**Premises**

I take spins $s_i=\pm1$ on a $d$-dimensional lattice, $d\ge2$, with $H=-J\sum_{\langle ij\rangle}s_is_j-h\sum_i s_i$. The field $h$ is an energy, $\beta=1/kT$, $T<T_c$, $m^*$ is the spontaneous magnetisation per site, and $f(h)$ is the free energy per site. For $h>0$ the plus phase is stable. The droplet model rests on three premises, which I assume and do not derive.

P1. The fluctuations that matter are compact droplets of the minus phase with $l=1,2,\dots$ sites, so dilute that they do not interact.

P2. A droplet costs $w\,l^{\sigma}+2m^*h\,l$ with $\sigma=(d-1)/d$. The first term is the interface free energy of the optimal shape, $w>0$. The second arises because the magnetisation of $l$ sites changes from $+m^*$ to $-m^*$. Both $w$ and $m^*$ are held at their values for $h=0$.

P3. The number of placements per site, including shape fluctuations beyond those already in $w$, is $A\,l^{-\tau}$ with constants $A>0$ and $\tau$ real. The remainder $f_{\rm bg}(h)$ is analytic at $h=0$.

By P1 droplets of size $l$ form an ideal gas. On $N$ sites they multiply $Z$ by $\sum_n (Nq_l)^n/n!=e^{Nq_l}$, where $q_l$ is the weight per site from P2 and P3. Hence

$$f(h)=f_{\rm bg}(h)-kT\,A\,\Phi(b),\qquad \Phi(b)=\sum_{l\ge1}l^{-\tau}e^{-\alpha l^{\sigma}-bl},\tag{1}$$

with $\alpha=\beta w$ and $b=2m^*\beta h$. Each term is entire in $b$, so changing any finite number of terms cannot alter a singularity. P2 and P3 are therefore needed only for large $l$.

**Step 1: all one-sided derivatives exist**

For $b\ge0$ the $k$-th derivative of the $l$-th term is bounded in modulus by $l^{k-\tau}e^{-\alpha l^\sigma}$, which is summable for every $k$ because $\sigma>0$. The differentiated series converges uniformly on $b\ge0$, so I may differentiate term by term and let $b\to0^+$:

$$f^{(k)}(0^+)=f_{\rm bg}^{(k)}(0)-kT\,A\,(-2m^*\beta)^kD_k,\qquad D_k=\sum_{l\ge1}l^{k-\tau}e^{-\alpha l^\sigma}.\tag{2}$$

Nothing diverges at coexistence. For real $b<0$ the sum (1) does diverge, since $|b|l$ outgrows $\alpha l^\sigma$.

**Step 2: the sum against the integral**

Put $p=k-\tau>0$ and $g(l)=l^pe^{-\alpha l^\sigma}$. From $(\ln g)'=p/l-\alpha\sigma l^{\sigma-1}$, $g$ rises from $g(0)=0$ to one maximum at $l_*=(p/\alpha\sigma)^{1/\sigma}$ and then falls. With $x=p/\sigma$ the maximum is $G=x^xe^{-x}\alpha^{-x}$. The substitution $v=\alpha l^\sigma$ gives

$$I_k=\int_0^\infty g\,dl=\frac1\sigma\,\Gamma\!\Big(\frac{p+1}{\sigma}\Big)\alpha^{-(p+1)/\sigma}.\tag{3}$$

I claim $|D_k-I_k|\le G$. Let $M=\lfloor l_*\rfloor$. Lower bound: by monotonicity $g(l)\ge\int_{l-1}^lg$ for $l\le M$ and $g(l)\ge\int_l^{l+1}g$ for $l\ge M+1$. Only the interval $[M,M+1]$ is left out, and it contributes at most $G$. Upper bound: $g(l)\le\int_l^{l+1}g$ for $l\le M-1$ and $g(l)\le\int_{l-1}^{l}g$ for $l\ge M+2$. Of $g(M)$ and $g(M+1)$ the smaller is at most $\int_M^{M+1}g$ and the larger at most $G$.

Stirling's formula $\Gamma(x+c)\simeq\sqrt{2\pi}\,x^{x+c-1/2}e^{-x}$ with $c=1/\sigma$ yields

$$\frac{G}{I_k}\simeq\frac{\sigma\,\alpha^{1/\sigma}}{\sqrt{2\pi}}\,x^{1/2-1/\sigma}\to0,$$

because $1/\sigma=d/(d-1)>1/2$. So $D_k/I_k\to1$.

**Step 3: growth law and zero radius**

Stirling again gives $\ln\Gamma(k/\sigma+c')=(k/\sigma)[\ln k-\ln\sigma-1]+O(\ln k)$ for fixed $c'$, and $\ln (k!)^{1/\sigma}=(k/\sigma)[\ln k-1]+O(\ln k)$. Subtracting and using (3),

$$\lim_{k\to\infty}\left[\frac{D_k}{(k!)^{d/(d-1)}}\right]^{1/k}=(\sigma\alpha)^{-d/(d-1)}.$$

Analyticity bounds $|f^{(k)}_{\rm bg}(0)|$ by a constant times $k!\,r^{-k}$ for some $r>0$, which is negligible against $(k!)^{d/(d-1)}$. Therefore

$$|f^{(k)}(0^+)|=C^k\,(k!)^{d/(d-1)}e^{O(\ln k)},\qquad C=2m^*\beta\left[\frac{d}{(d-1)\beta w}\right]^{d/(d-1)}.\tag{4}$$

Neither $A$ nor $\tau$ enters $C$. The Taylor coefficients obey $|f^{(k)}(0^+)/k!|^{1/k}\simeq C\,(k/e)^{1/(d-1)}\to\infty$, and by the Cauchy–Hadamard formula the radius of convergence is zero. No function analytic in a disc around $h=0$ can agree with $f$ for small $h>0$, since it would have these same coefficients. For $d=2$, $\tau=0$, (3) reads $I_k=2(2k+1)!/\alpha^{2k+2}$, and $(2k+1)!=(2k+1)\binom{2k}{k}(k!)^2$ with $\binom{2k}{k}\simeq4^k/\sqrt{\pi k}$ shows the factor $(4/\alpha^2)^k(k!)^2$ directly.

**Step 4: exact continuation of the discrete sum**

One cannot go through $b=0$, but one can go around it. I write the coefficient of $e^{-bl}$ as a Laplace transform,

$$l^{-\tau}e^{-\alpha l^\sigma}=\int_0^\infty\!dt\,\rho(t)\,e^{-tl},\qquad \rho(t)=\frac1{2\pi i}\int_{c-i\infty}^{c+i\infty}\!dl\;l^{-\tau}e^{tl-\alpha l^\sigma},\quad c>0 .\tag{5}$$

On the vertical line $|e^{-\alpha l^\sigma}|=e^{-\alpha|l|^\sigma\cos(\sigma\arg l)}$ with $\cos(\sigma\arg l)>\cos(\sigma\pi/2)>0$. The integral thus converges absolutely with any power of $l$ inserted. It follows that $\rho$ is smooth, independent of $c$, real (the integrand at $\bar l$ is the conjugate of that at $l$), zero for $t<0$ (close the contour to the right), and bounded by $K_ce^{ct}$. With $c=1/2$ and $\operatorname{Re}b>0$ the sum over $l$ and the integral over $t$ converge absolutely together, so I may sum the geometric series first:

$$\Phi(b)=\int_0^\infty dt\,\frac{\rho(t)}{e^{t+b}-1}.\tag{6}$$

The integrand is analytic in $b$ unless $t+b=2\pi i n$ for some $t\ge0$ and integer $n$. So (6) continues $\Phi$ to the whole plane cut along the rays $b\in(-\infty,0]+2\pi in$. On the ray $n=0$ put $b=-|b|\pm i0$, which is reached by $h=|h|e^{\pm i\pi}$. Near $t=|b|$ the denominator is $t-|b|\pm i0$, and $1/(y\pm i0)=\mathrm{P}(1/y)\mp i\pi\delta(y)$ gives, with no approximation within the model,

$$\operatorname{Im}\Phi(-|b|\pm i0)=\mp\pi\rho(|b|),\qquad \operatorname{Im}f=\pm\pi\,kT\,A\,\rho(2m^*\beta|h|).\tag{7}$$

**Step 5: the discontinuity at small field**

The exponent $tl-\alpha l^\sigma$ in (5) is stationary at $l_c=(\alpha\sigma/t)^d$, since $1/(1-\sigma)=d$. There $tl_c=\sigma\alpha l_c^\sigma$, and the exponent equals $-X$ with

$$X=\frac{\alpha l_c^\sigma}{d}=\frac{B}{t^{\,d-1}},\qquad B=\frac{\alpha^d}{d}\Big(\frac{d-1}{d}\Big)^{d-1}.\tag{8}$$

At $t=|b|$, $kT\,X$ is the maximum over $l$ of $wl^\sigma-2m^*|h|l$, the nucleation barrier, and $l_c$ is the critical droplet. I choose $c=l_c$ and $l=l_c(1+iy)$. Using $\alpha l_c^\sigma=dX$ and $tl_c=(d-1)X$,

$$\rho=\frac{l_c^{1-\tau}}{2\pi}\int_{-\infty}^\infty\!dy\,(1+iy)^{-\tau}e^{X\psi(y)},\qquad \psi=(d-1)(1+iy)-d\,(1+iy)^\sigma .$$

For $y>0$, with $1+iy=re^{i\theta}$, $\frac{d}{dy}\operatorname{Re}(1+iy)^\sigma=\sigma r^{\sigma-1}\sin[(1-\sigma)\theta]>0$, and $\operatorname{Re}\psi$ is even. So $\operatorname{Re}\psi$ has its only maximum at $y=0$. There the linear term cancels, and $d(1-\sigma)=1$ gives $\psi=-1-\sigma y^2/2+O(y^3)$. Laplace's method for large $X$ then yields

$$\rho(t)=\frac{l_c^{1-\tau}}{\sqrt{2\pi\sigma X}}\,e^{-X}\,[1+O(1/X)]\;\propto\;t^{\,d\tau-(d+1)/2}\,e^{-B/t^{d-1}}.\tag{9}$$

With (7) this is the second half of the result,

$$|\operatorname{Im}f|\propto|h|^{d\tau-(d+1)/2}\exp\!\Big[-\frac{\beta w^d}{d}\Big(\frac{d-1}{2dm^*|h|}\Big)^{d-1}\Big].$$

The discontinuity is nonzero for small $|h|$ and vanishes with all its derivatives at $h=0$. That is the essential singularity, sitting at the end of a branch cut.

In $d=2$ I can do better. Set $l=u^2$ in (5). The vertical line in $l$ maps to a curve whose ends have $\arg u\to\pm\pi/4$. Between these directions and $\pm\pi/2$ the factor $e^{tu^2}$ decays, and $\operatorname{Re}u>0$ holds no singularity, so I move the contour to $u=u_c+iy$ with $u_c=\alpha/2t$. The exponent becomes exactly $-X-ty^2$ with $X=\alpha^2/4t$:

$$\rho(t)=\frac{e^{-X}}{\pi}\int_{-\infty}^\infty\!dy\,(u_c+iy)^{1-2\tau}e^{-ty^2}.$$

For $\tau=0$ the odd part drops out and $\rho=\alpha\,e^{-\alpha^2/4t}/(2\sqrt\pi\,t^{3/2})$, so (9) is exact. Otherwise I expand to second order in $y/u_c$ with $\langle y^2\rangle/u_c^2=1/2X$, and the bracket in (9) is $1-\tau(2\tau-1)/2X+O(X^{-2})$.

**Step 6: the two halves are one statement**

Integrating (5) against $l^k$ over $l>0$ gives $I_k=k!\int_0^\infty\rho(t)\,t^{-k-1}dt$. Large $k$ probes small $t$. Keeping only the exponential of (9), $\int_0^\infty t^{-k-1}e^{-B/t^{d-1}}dt=\Gamma\big(\tfrac{k}{d-1}\big)B^{-k/(d-1)}/(d-1)$. By Stirling this is $(k!)^{1/(d-1)}[(d-1)B]^{-k/(d-1)}$ up to powers of $k$, and $(d-1)B=(\sigma\alpha)^d$ reproduces (4). The extra power $1/(d-1)$ of $k!$ and the power $d-1$ of $1/|h|$ determine each other, and so do $C$ and $B$.

**What is a theorem and what is not**

The droplet argument goes back to Andreev (1964), Fisher (1967) and Langer (1967). Isakov (1984) proved for the Ising model on $\mathbb Z^d$, $d\ge2$, at sufficiently low temperature that the one-sided derivatives at $h=0$ are finite and grow as $C^k(k!)^{d/(d-1)}$, so that the Taylor radius is zero. Friedli and Pfister (2004) extended the absence of analytic continuation to finite-range two-phase lattice models obeying a Peierls condition. These theorems confirm the form of (4). They do not establish (7) to (9) for the lattice model. The Lee–Yang theorem gives analyticity of the Ising ferromagnet only for $\operatorname{Re}h\ne0$, one half-plane at a time, and the continuation of the plus branch round to negative $h$ is something I have shown for the sum (1) alone.

**Range of validity**

1. $d\ge2$ and short-range forces. In $d=1$, $\sigma=0$ and no area law exists. In mean-field theory $w$ is effectively infinite and the branch continues analytically up to a spinodal.
2. $T$ well below $T_c$, so that droplets are dilute (P1) and $l_c$ far exceeds the correlation volume.
3. Equation (4) shows itself only at orders with $l_*\gg1$, that is $k\gg\sigma\alpha$. Equation (9) needs $X\gg1$, and its physical reading needs $l_c\gg1$.
4. In $d=2$ a field dependence $w\to w(1+c_1|b|)$ shifts $X$ by the constant $2c_1B$ as $b\to0$. It renormalises $A$ and leaves $B$ and $C$ alone. A constant in the droplet free energy does the same, and a logarithm shifts $\tau$. The field theory of Günther, Nicole and Wallace (1980) gives $\operatorname{Im}f\propto|h|\,e^{-X}$ in $d=2$, which in (9) means $2\tau-3/2=1$, $\tau=5/4$. I quote this and have not derived it.
5. The infinite-volume limit comes first. A terrace of finite size cuts off the sum, and then $\Phi$ is entire.
6. $\operatorname{Im}f$ is a static quantity. A nucleation rate needs a kinetic factor as well.

**Mapping to adatom islands on Cu(111)**

I treat Cu adatoms on the fcc sites as a triangular lattice gas, $n_i=(1-s_i)/2$, with nearest-neighbour attraction $\epsilon$ and chemical potential $\mu$. Expanding $-\epsilon\sum n_in_j-\mu\sum n_i$ with six neighbours gives $J=\epsilon/4$ and $h=-\Delta\mu/2$, where $\Delta\mu=\mu+3\epsilon$. The plus phase is the dilute adatom gas, the droplets are monolayer islands, and the coverage jump is $m^*$. For an ideal adatom gas $\Delta\mu=kT\ln S$, with $S$ the ratio of the adatom density to its coexistence value, so $b=-m^*\ln S$ and supersaturation lies on the cut. Here $f$ is the grand potential per site up to a term linear in $\mu$. The cohesive energy, 3.49 eV/atom (compiled value, Harl 2010), is 81 $kT$ at 500 K, so on laboratory times evaporation does not bring $\mu$ to equilibrium with a vapour. It is set by steps or by a deposition flux.

For $w$ I use the Wulff construction. Let $W$ be the area of $\{\mathbf r:\mathbf r\cdot\mathbf n\le\gamma(\mathbf n)\ \text{for all }\mathbf n\}$, with $\gamma$ the step free energy per length. The optimal island is this shape scaled by $\lambda$. An edge with normal $\mathbf n$ lies at distance $\lambda\gamma(\mathbf n)$ from the centre, so the area is $\lambda^2W=\tfrac12\oint\lambda\gamma\,ds$ and the step energy is $\oint\gamma\,ds=2\lambda W$. Setting the area equal to $l\Omega$, with $\Omega=\sqrt3a^2/2$ per site and $a$ the nearest-neighbour distance, gives $w=2\sqrt{W\Omega}$. A circle, $W=\pi\gamma^2$, has $w=3.30\,\gamma a$. A hexagon, $W=2\sqrt3\gamma^2$, has $w=3.46\,\gamma a$. Since $B=\alpha^2/4\propto W$, the hexagon raises $B$ by the factor $2\sqrt3/\pi=1.10$.

Inputs: a typical close-packed step free energy $\gamma a=0.25$ eV, assumed equal for A and B steps; a typical $a=0.256$ nm, so $\gamma=0.98$ eV/nm; an assumed $T=500$ K, $kT=0.0431$ eV; an assumed $A=1$. I carry intermediate values unrounded.

To size the neglected effects I use the nearest-neighbour model with an assumed $\epsilon=0.25$ eV. A broken bond costs $\epsilon/2$ and a close-packed step breaks two per length $a$, so $\gamma a=\epsilon$ at $T=0$. The exact critical point of the triangular lattice, $kT_c=4J/\ln3$, lies at $2.6\times10^3$ K, so $T/T_c=0.19$. Whether this is inside the range that the proofs cover I cannot say, as I have no explicit threshold. An adatom breaks six bonds, so its coexistence density is $\rho_g=e^{-3\beta\epsilon}=2.8\times10^{-8}$ per site, and $m^*=1-2\rho_g$ is unity for my purposes. A kink adds one broken bond and can be placed in two ways per length $a$, which gives $\gamma a\approx\epsilon-2kT e^{-\beta\epsilon/2}=0.245$ eV. A step turned by $30^\circ$ breaks two bonds and has two choices per row of height $\sqrt3a/2$, which gives $(2/\sqrt3)(\epsilon-kT\ln2)=0.254$ eV. With these two directions as the extremes, $W$ exceeds the inscribed circle by at most the squared ratio, 1.07. I use the circle, which bounds $B$ from below for a given close-packed $\gamma$.

**Numbers**

The circle gives $w=0.825$ eV, $\alpha=19.14$ and $B=91.6$. With $t=\ln S$ one has $X=B/\ln S$ and $l_c=X/\ln S$, and (7) with (9) gives $|\operatorname{Im}\Phi|$.

| $S$ | $\Delta\mu$ (meV) | $l_c$ | $X$ | $\log_{10}\lvert\operatorname{Im}\Phi\rvert$, $\tau=0$ | same, $\tau=5/4$ |
|---|---|---|---|---|---|
| 1.2 | 7.9 | $2.8\times10^3$ | 502 | $-216$ | $-220$ |
| 2 | 29.9 | $1.9\times10^2$ | 132 | $-56$ | $-59$ |
| 10 | 99.2 | 17 | 40 | $-17$ | $-18$ |

The correction $15/(16X)$ for $\tau=5/4$ is at most 2.4 per cent in these rows. At $S=2$ the critical radius $\sqrt{l_c\Omega/\pi}=\gamma\Omega/\Delta\mu$ is 1.9 nm.

On the derivative side, $\partial^kf/\partial\Delta\mu^k$ grows as $(k!)^2/E_0^{\,k}$ with $E_0=kT\,B=w^2/4kT=3.9$ eV. Take $\tau=0$. The series $\Phi\sim\sum_kD_k(\ln S)^k/k!$ has only positive terms for $S>1$. For $k$ below about $\alpha/2\approx10$ the peak $l_*$ lies under one site, monomers dominate, and the series looks like the convergent expansion of the ideal-gas term $Se^{-\alpha}$. At higher order $D_k\approx I_k$, and the ratio of term $k+1$ to term $k$ is $(2k+2)(2k+3)\ln S/[\alpha^2(k+1)]=(k+\tfrac32)/X$. The terms shrink until $k\approx X$, where $l_*=(2k/\alpha)^2$ reaches $X^2/B=l_c$. The series turns round at the order that first samples the critical island. At $S=2$ the smallest term is $k=131$, of size $10^{-57}$, against a partial sum $2e^{-\alpha}=9.7\times10^{-9}$, a relative size of $10^{-49}$. The capillary weight $e^{-\alpha}$ is a factor 6 below $\rho_g$, which moves this ratio by less than one decade.

Three neglected terms need sizes. The pressure of the adatom gas lowers the driving force from $\ln S$ by $\rho_g(S-1)$, a relative change of $1\times10^{-7}$ at $S=10$. Lattice discreteness is not small in the last row. A 19-atom hexagon has 42 bonds, and removing a corner atom and then its neighbour on the edge, three bonds each, leaves 17 atoms with 36 bonds. The excess energy is $(3\cdot17-36)\epsilon=15\epsilon=3.75$ eV against $w\sqrt{17}=3.40$ eV. The gap of 0.35 eV is $8\,kT$ before shape entropy reduces it, to be set against $X=40$, so that row is qualitative. Finally $X\propto\gamma^2$. An assumed uncertainty of 10 per cent in $\gamma$ raises $X$ by 21 per cent, which at $S=2$ is 28 units of $X$ or 12 decades in $\operatorname{Im}\Phi$, more than the choice of $\tau$ does.

These numbers are the model's, built on a step free energy chosen as typical of Cu(111), and only their exponents carry meaning, to some tens of per cent. Within that margin the model's conclusion stands. At 500 K and $S=2$ the divergent series can be summed to about 49 digits, so the singularity cannot be seen in the equation of state of the adatom gas. It shows up only through the barrier $X=B/\ln S$, with the model's $B\approx92$.